Appendix C. Hole barrier of the carrier-stored layer: a wrong estimate and its repair

The estimate in C.2 is wrong. It takes the equilibrium height of the n−/n step as the hole barrier of a conducting IGBT and overstates the stored plasma about 400-fold.

C.1 Model and inputs

In the hole-barrier cell (HiGT), taken here as a planar 6.5 kV silicon cell, an n layer of doping Ncs lies between the p-base and the n− drift region of doping ND. Let x run from the depletion edge of the base junction (x = 0) to the layer/drift boundary (x = t), so t is the neutral thickness. Holes flow towards the base with current density of magnitude Jp and are collected there, p(0) ≈ 0. The hole density at x = t is pcs on the layer side and pd on the drift side. The step φ = ψ(layer) − ψ(drift) is positive when it opposes holes, and VT = kT/q = 25.85 mV at 300 K. Transport is one-dimensional, without recombination, band-gap narrowing or electron current normal to the junction.

Illustrative inputs: ND = 1×10¹³ cm⁻³, Ncs = 1×10¹⁶ cm⁻³, t = 0.5 µm, Dp = 10 cm²/s (approximate). A typical 40 A/cm² over the active area, one quarter of it holes, leaving through one fifth of the area, gives Jp = 50 A/cm² under the base.

C.2 The wrong attempt

(W1) Low-level diffusion: pcs = Jp t/(q Dp) = 1.56×10¹⁵ cm⁻³.
(W2) Barrier: φ = VT ln(Ncs/ND) = 178.6 mV.
(W3) Boltzmann relation for holes: pd = pcs exp(φ/VT) = Jp Ncs t/(q Dp ND) = 1.56×10¹⁸ cm⁻³ (wrong).

C.3 The symptom

The result is 156 times Ncs, so the drift side would hold far more electrons than the layer. Electrons cross the same electrostatic step, and their densities would demand φ = VT ln[(Ncs + pcs)/(pd + ND)] = −127 mV, opposite in sign to (W2). Equivalently, pn would jump from 1.8×10³¹ cm⁻⁶ in the layer to 2.4×10³⁶ cm⁻⁶ in the drift. Moreover (W3) diverges as ND → 0, although a background doping swamped by plasma cannot control the plasma density.

C.4 The faulty line

The fault is (W2). The step is set by the ratio of the electron densities that are actually present. On the drift side this density is pd + ND, which reduces to ND only for pd ≪ ND, that is for Jp ≪ q Dp ND²/(Ncs t) = 0.32 mA/cm². The barrier depends on injection and shrinks as plasma accumulates.

C.5 The mended calculation

With both quasi-Fermi levels flat across the step and neutrality on either side,

pcs = pd exp(−φ/VT), pcs + Ncs = (pd + ND) exp(φ/VT),

whose product is pcs(pcs + Ncs) = pd(pd + ND) ≈ pd².

Inside the layer, zero electron current fixes the field at −VT (dn/dx)/n. Inserting it in the hole drift-diffusion current gives

Jp = (q Dp/n) d(pn)/dx.

For pcs ≪ Ncs, n ≈ Ncs, and integration from 0 to t yields

pd = √(Jp Ncs t/(q Dp)), φ = VT ln(Ncs/pd).

The numbers are pd = 3.95×10¹⁵ cm⁻³ and φ = 24.0 mV. The plasma grows as the square root of the neutral dose Ncs t, so doubling the dose gains a factor 1.41, where (W3) promises 2. For a graded layer, Ncs t/Dp is replaced by ∫(N/Dp) dx.

The low-level parameter j = Jp t/(q Dp Ncs) = 0.156 is not very small. Keeping n = Ncs + p, the integral with u = pcs/Ncs is

j = 2u − ln(1 + u),

which raises pd by a fraction j/4 to first order. Here u = 0.146, and with ND retained pd = 4.09×10¹⁵ cm⁻³ and φ = 26.6 mV, so pd lies 3.5 % above the low-level value. A finite p(0) = Jp/(q vs), with a typical saturation velocity vs = 1×10⁷ cm/s, would add a further 1 %. For Ncs → 0 the same integral gives Jp t/(2q Dp) = 0.78×10¹⁵ cm⁻³ at equal x and Dp, so the layer enhances the local plasma by a factor 5.2, against 2000 from (W3).

Blocking caps the dose. Once depleted, a layer of total dose Q adds a field step qQ/ε at the base junction, with ε = 11.7 ε0 (compiled value, Ioffe Institute). Q includes the part already depleted in conduction: 0.32 µm for an assumed 0.8 V across a one-sided junction, so Q = 8.2×10¹¹ cm⁻² and the step is 1.3×10⁵ V/cm. The scale is εEc/q = 1.3×10¹² cm⁻² for a typical Ec = 2×10⁵ V/cm. It is a scale and no sharp limit: the usable dose is ε(Epeak − Edrift)/q, where Edrift is the field that the drift region must still carry at its top and Epeak the higher field that a submicron spike tolerates before avalanche. Closely spaced trenches terminate part of the donor charge laterally and allow a larger dose; the planar cell lacks this relief.

C.6 Size of the error

(W2) exceeds the low-level barrier by VT ln(pd/ND) = 154.6 mV. Since (W3) equals pd²/ND, it exceeds the low-level result by pd/ND = 395, and the fuller solution by 3.8×10². The ratio grows as √Jp and as 1/ND, so the slip is most costly in the lightly doped drift regions of the highest voltage classes. The mended value, about 4×10¹⁵ cm⁻³, is the model's and rests on the assumed current share and profile. It falls within the range of 10¹⁵ to 10¹⁶ cm⁻³ that is typical for the emitter side of such devices, whereas (W3) lies two orders of magnitude above that range.